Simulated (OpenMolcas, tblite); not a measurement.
How methods differ on BGeNH6 (SMILES B[NH][GeH3])

BGeNH6: 9 atoms, total charge 0, spin state singlet. As SMILES, `B[NH][GeH3]`. Geometry: relaxed at PBE0-D4/def2-TZVP.

```xyz
9

B    -0.8740    0.6295   -1.1629
N    -0.0233    0.6871   -0.0627
Ge    0.6652   -0.7614    0.8666
H    -1.2179   -0.4407   -1.5810
H    -1.2491    1.6470   -1.6748
H     0.2539    1.5984    0.2725
H     2.2016   -0.7148    0.8049
H     0.1149   -2.0152    0.1846
H     0.2173   -0.6760    2.3357
```

Quantity: the energy change with the B1–H5 bond stretched from 1.199 to 1.799 Å, in eV. The values are calculated.

```tsv
level	kind	program	value (eV)	less CCSD(T)/6-31G*	CPU time (all runs)
GFN1-xTB	semi-empirical	tblite	1.61	-0.11	under 2 s
HF/6-31G* (spherical functions) (restricted)	Hartree–Fock	OpenMolcas	1.97	+0.25	15 s
SVWN5/6-31G* (spherical functions) (restricted)	LDA	OpenMolcas	1.66	-0.06	41 s
PBE/6-31G* (spherical functions) (restricted)	GGA	OpenMolcas	1.66	-0.06	58 s
TPSS/6-31G* (spherical functions) (restricted)	meta-GGA	OpenMolcas	1.76	+0.04	75 s
PBE0/6-31G* (spherical functions) (restricted)	global hybrid	OpenMolcas	1.79	+0.07	52 s
B2PLYP/6-31G* (spherical functions) (restricted)	double hybrid	OpenMolcas	1.84	+0.12	39 s
MP2/6-31G* (spherical functions) (restricted)	perturbation theory	OpenMolcas	1.88	+0.16	11 s
CCSD(T)/6-31G* (spherical functions) (restricted)	coupled cluster or CI	OpenMolcas	1.72	0.00	59 s
```

CCSD(T)/6-31G* (spherical functions) (restricted) is the highest level here, not the true value. All-electron rows without a relativistic Hamiltonian named are non-relativistic. The first shape isn't each level's own minimum. The values span 1.61 to 1.97 eV. In the correlated wave-function rows the outer d shell of Ge is correlated, in sets not made for it. CPU times are rough (shared hosts, several kinds of processor): they show what a rung costs within a factor of a few.

Stretching this B–H bond costs most in Hartree–Fock, at 1.97 eV against 1.72 eV with CCSD(T). As the bond lengthens, the σ–σ* gap narrows and left–right correlation grows. A restricted single determinant cannot describe this and keeps too much ionic character in the stretched bond. MP2 moves in the right direction but recovers well under half of the difference, which suggests that correlation beyond second order matters even at this partial stretch.

Semilocal exchange mimics some of this left–right correlation, which probably explains why SVWN5 and PBE fall close to CCSD(T), and slightly below it. PBE0 lies above PBE, as expected when exact exchange is mixed in, but TPSS is also higher without any, so exact exchange isn't the only factor separating the functionals.

Because 6-31G* has no polarization functions on hydrogen, the coupled-cluster value could itself shift by as much as the smallest deviations, so the numbers don't support a fine ranking of SVWN5, PBE, TPSS and PBE0.
